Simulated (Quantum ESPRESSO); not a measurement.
# Energy of ferromagnetic CaCo2As2 against its total spin moment, held fixed in PBEsol

CaCo2As2 gains energy by becoming magnetic, yet its cobalt atoms carry well under one Bohr magneton each, so it is not obvious how firmly that moment is fixed. The question matters for magnetic layers and devices: a soft moment changes its length under field, strain or heat, while a stiff one mainly turns. We hold the total spin moment of the five-atom primitive cell at set values in PBEsol, with atoms and cell fixed, and follow the free energy relative to the run whose moment is left free. The holding field is the slope of that energy, and its change with the moment gives the stiffness. All states with a moment are ferromagnetic, whereas the measured order is A-type antiferromagnetic, so the curve describes the formation of parallel moments and not the choice between magnetic orders.

## Systems and settings

One system, CaCo2As2 (I4/mmm), 5 atom(s) a primitive cell, from cells of the Materials Project database (relaxed there by DFT; measured order: antiferro A-type (arxiv:2107.04961)). Quantum ESPRESSO 7.5, plane waves with GBRV 1.5 PBEsol pseudopotentials, cutoff 544 eV, Fermi-Dirac smearing of 0.05 eV, k meshes whose coarsest spacing along a reciprocal vector is 0.22 1/Å over all runs (2π included). Functional: PBEsol, no Hubbard U; collinear spins, no spin-orbit coupling. Atoms and cell are fixed. The total spin moment is held at set values by separate Fermi energies for the two spins, starting from parallel moments on Co; one run leaves it free. Runs that did not converge or carry a known fault are not listed.

Notes on method and selection:

- Only states reached from a parallel start are followed; an antiferromagnetic order, which may lie lower, is outside this curve.
- Site moments count the spin inside each program's own atomic sphere, so they depend somewhat on its radius and leave out the spin between the spheres.
- Quantum ESPRESSO sets the radius of an element's spheres to about 0.41 of its shortest distance to a neighbour.
- The variable on the horizontal axis was chosen because the fit in it was close; otherwise the moment or the wavevector itself is used without a fit.
- A measured moment is set beside the table only where the run ends ferromagnetic and the measured order is ferromagnetic too.
- Runs that did not converge, have known faults or may not be shown are not listed, and runs on Ansatz's PAW sets soft_1 and soft_2 are kept to separate tables.

Columns:

- total moment (μB per cell): total spin moment of the cell, held fixed (free in one row).
- site moment (μB): largest site spin moment.
- absolute moment (μB per cell): integral of the absolute spin density over the cell.
- energy (meV per cell): free energy less that of the run with the moment left free.
- holding field (meV per μB): half the difference of the up and down Fermi energies that hold the moment, equal to dE/dM.

## Numbers

| member | total moment (μB per cell) | site moment (μB) | absolute moment (μB per cell) | energy (meV per cell) | holding field (meV per μB) | remark |
| --- | --- | --- | --- | --- | --- | --- |
| 0.00 muB | 0.00 | 0.000 | 0.00 | 78.9 | 0.0 |  |
| 0.26 muB | 0.26 | 0.151 | 0.35 | 72.8 | −46.5 |  |
| 0.51 muB | 0.51 | 0.293 | 0.67 | 56.4 | −77.9 |  |
| 0.77 muB | 0.77 | 0.425 | 0.96 | 34.5 | −88.0 |  |
| 1.03 muB | 1.03 | 0.544 | 1.21 | 13.2 | −71.5 |  |
| 1.29 muB | 1.29 | 0.647 | 1.43 | 0.9 | −20.4 |  |
| free | 1.37 | 0.679 | 1.51 | 0.0 | 0.0 | moment left free |
| 1.54 muB | 1.54 | 0.742 | 1.67 | ? | ? |  |
| 1.80 muB | 1.80 | 0.838 | 1.92 | 20.8 | 101.2 |  |
| 2.06 muB | 2.06 | 0.932 | 2.17 | 57.1 | 182.7 |  |
| 2.32 muB | 2.32 | 1.024 | 2.42 | 114.2 | 259.7 |  |
| 2.57 muB | 2.57 | 1.114 | 2.66 | 190.1 | 330.1 |  |

Cells marked ? are withheld until the estimate has been made.

## Mechanism

The energy falls from 78.9 meV per cell at zero moment to zero at the free moment of 1.37 μB, then rises to 190.1 meV at 2.57 μB. With two Co atoms in the cell, the gain is 78.9 / 2 = 39 meV per Co. The electronic entropy from the smearing favours the state without a moment, so it makes this gain somewhat smaller.

The state without a moment is unstable. Between 0.00 and 0.26 μB the holding field changes by −46.5 / 0.26 = −179 meV per μB², a negative stiffness. Around the free moment the stiffness is positive: from 1.29 to 1.80 μB it averages (101.2 + 20.4) / (1.80 − 1.29) = 238 meV per μB². In the harmonic approximation, a change of 0.1 μB from the free moment then costs 0.5 × 238 × 0.1² = 1.2 meV per cell. Small changes in the length of the moment therefore cost little next to the 78.9 meV per cell needed to remove it altogether.

Band theory explains the change of sign. Moving electrons from spin-down to spin-up states costs band energy, while exchange returns energy. For a rigid band the stiffness is

$$\frac{dH}{dM}=\frac{1}{4}\left(\frac{1}{N_\uparrow}+\frac{1}{N_\downarrow}\right)-\frac{I}{2},$$

where $H$ is the holding field, $M$ the moment in μB, $N_\uparrow$ and $N_\downarrow$ the densities of states per cell at the two Fermi energies, and $I$ the exchange parameter of the cell. A high density of Co 3d states at zero moment makes the exchange term win, which is the Stoner instability. As the moment grows, the spin-up band fills further and the spin-down band empties, and a lower density of states at either new filling level raises the band cost. The densities of states are not shown in the table, so this reading rests on the model and on the sign of the stiffness.

## Prediction

Plain estimates from the members shown:

- 1.54 muB, straight-line interpolation between free and 1.80 muB: w = (1.54 − 1.37) / (1.80 − 1.37) = 0.395, so 0.0 + 0.395 × (20.8 − 0.0) = 8.2 meV per cell

The straight line between the free run and 1.80 μB gives 8.2 meV per cell, which is too high: the holding field rises through this range, so the energy curves upward and lies below its chord. A better route uses the holding fields as well as the energies. The member at 1.54 μB lies midway, to the rounding of the moments, between those at 1.29 and 1.80 μB. For a cubic that matches energy and slope at both ends, the midpoint energy is

$$E_{\rm mid}=\frac{E_1+E_2}{2}-\frac{h\,(H_2-H_1)}{8},$$

where $h$ is the distance between the two outer moments. This gives (0.9 + 20.8) / 2 − 0.51 × (101.2 + 20.4) / 8 = 3.1 meV per cell.

The same formula can be tried on the six shown members that have a held neighbour one step away on each side. At 2.06 μB it gives (20.8 + 114.2) / 2 − (2.32 − 1.80) × (259.7 − 101.2) / 8 = 57.2 meV, against 57.1 in the table. At 1.03 μB it gives (34.5 + 0.9) / 2 − (1.29 − 0.77) × (88.0 − 20.4) / 8 = 13.3 meV, against 13.2. The largest of the six misses is 0.2 meV, at 0.26 μB, and their root mean square is 0.1 meV, which we take as the error bar. No further shift is applied, since the energies and fields on both sides already contain the effect of the bands on the curvature.

**Committed estimate, 1.54 muB: energy = 3.1 ± 0.1 meV per cell.**

## Result

| member | total moment (μB per cell) | site moment (μB) | absolute moment (μB per cell) | energy (meV per cell) | holding field (meV per μB) |
| --- | --- | --- | --- | --- | --- |
| 1.54 muB | 1.54 | 0.742 | 1.67 | 3.3 | 38.0 |

| member | estimate | energy (meV per cell) | computed | estimate − computed | miss in error bars |
| --- | --- | --- | --- | --- | --- |
| 1.54 muB | committed | 3.1 | 3.3 | −0.2 | 2.0 |
| 1.54 muB | interpolation | 8.2 | 3.3 | +4.9 |  |

The computed energy at 1.54 μB is 3.3 meV per cell. Our estimate of 3.1 ± 0.1 is 0.2 meV too low, a miss of twice its error bar. It is still much closer than the straight line, which is 4.9 meV too high.

The argument from curvature held: the energy lies well below the chord, and the holding fields on either side give the correction closely, though slightly too large. The error bar was too narrow. We took the root mean square of six trial misses, although one of them was already 0.2 meV and the printed energies are rounded to 0.1 meV. We also took $h$ from rounded moments. The held moments are evenly spaced, so two steps are 2 × 2.57 / 10 = 0.514 μB, not 0.51. With this distance the formula gives (0.9 + 20.8) / 2 − (2 × 2.57 / 10) × (101.2 + 20.4) / 8 = 3.0 meV, which is 3.3 − 3.0 = 0.3 meV too low.

The new holding field of 38.0 meV per μB confirms a positive stiffness on both sides of this member, (38.0 + 20.4) × 10 / 2.57 = 227 meV per μB² below it and (101.2 − 38.0) × 10 / 2.57 = 246 above it, where one step of the moment is 2.57 / 10 = 0.257 μB. This agrees with a stable moment near 1.37 μB, but says nothing new about how the stiffness divides between band energy and exchange.

## Members off the line

No member breaks the smooth run of energies, but those at large moment depart strongly from the simplest Landau form,

$$E=E_0\left(1-\frac{M^2}{M_0^2}\right)^2,$$

with $E_0$ = 78.9 meV per cell and $M_0$ = 1.37 μB taken from the table. Up to 1.29 μB this form is at most 2.4 meV too high. At 1.80 μB it gives 42 meV against 20.8, and at 2.57 μB it gives about 500 against 190.1.

The form fails for two reasons. It is already too stiff at the free moment, where its second derivative $8E_0/M_0^2$ is 8 × 78.9 / 1.37² = 336 meV per μB², against an average of (101.2 + 20.4) × 10 / (2 × 2.57) = 237 around that moment (238 with the rounded moments). Its stiffness then keeps growing with the square of the moment, which that of the table does not. There the average stiffness between 1.80 and 2.06 μB, again with the even step, is (182.7 − 101.2) × 10 / 2.57 = 317 meV per μB². Over the next two steps it falls to (259.7 − 182.7) × 10 / 2.57 = 300 and (330.1 − 259.7) × 10 / 2.57 = 274. In the rigid-band picture this fall would follow if the density of states at one or both Fermi energies rose again as the spin bands moved further apart. A change in the effective exchange parameter could contribute as well.

## What to take away

For parallel moments in the fixed cell, the midpoint formula with energies and holding fields reproduces all seven members on which it was tried to within 0.3 meV per cell, for neighbours about 0.26 μB away. The Landau form is usable for energies below the free moment, but not for larger moments or for the stiffness at the free moment.

At the PBEsol minimum, the length of the ferromagnetic moment would hardly respond to a magnet. A field of 10 T corresponds to roughly 0.6 meV per μB, so with a stiffness of (38.0 + 20.4) × 10 / 2.57 = 227 meV per μB² the moment grows by about 0.6 / 227 = 0.003 μB per cell, or 0.2 % of its free value. This cannot be carried over to a real crystal without its measured moment, which is not compared here. Below about 0.77 μB per cell the stiffness of our curve is negative, so for a real moment of that size the curve gives no response to a field at all.

Of the effects left out, spin fluctuations, which PBEsol largely misses, are probably the most important for the size of the moment: in weak itinerant magnets they lower the moment and the energy gained from it. By how much they do so here is not tested, so how firmly the real moment is fixed remains open.
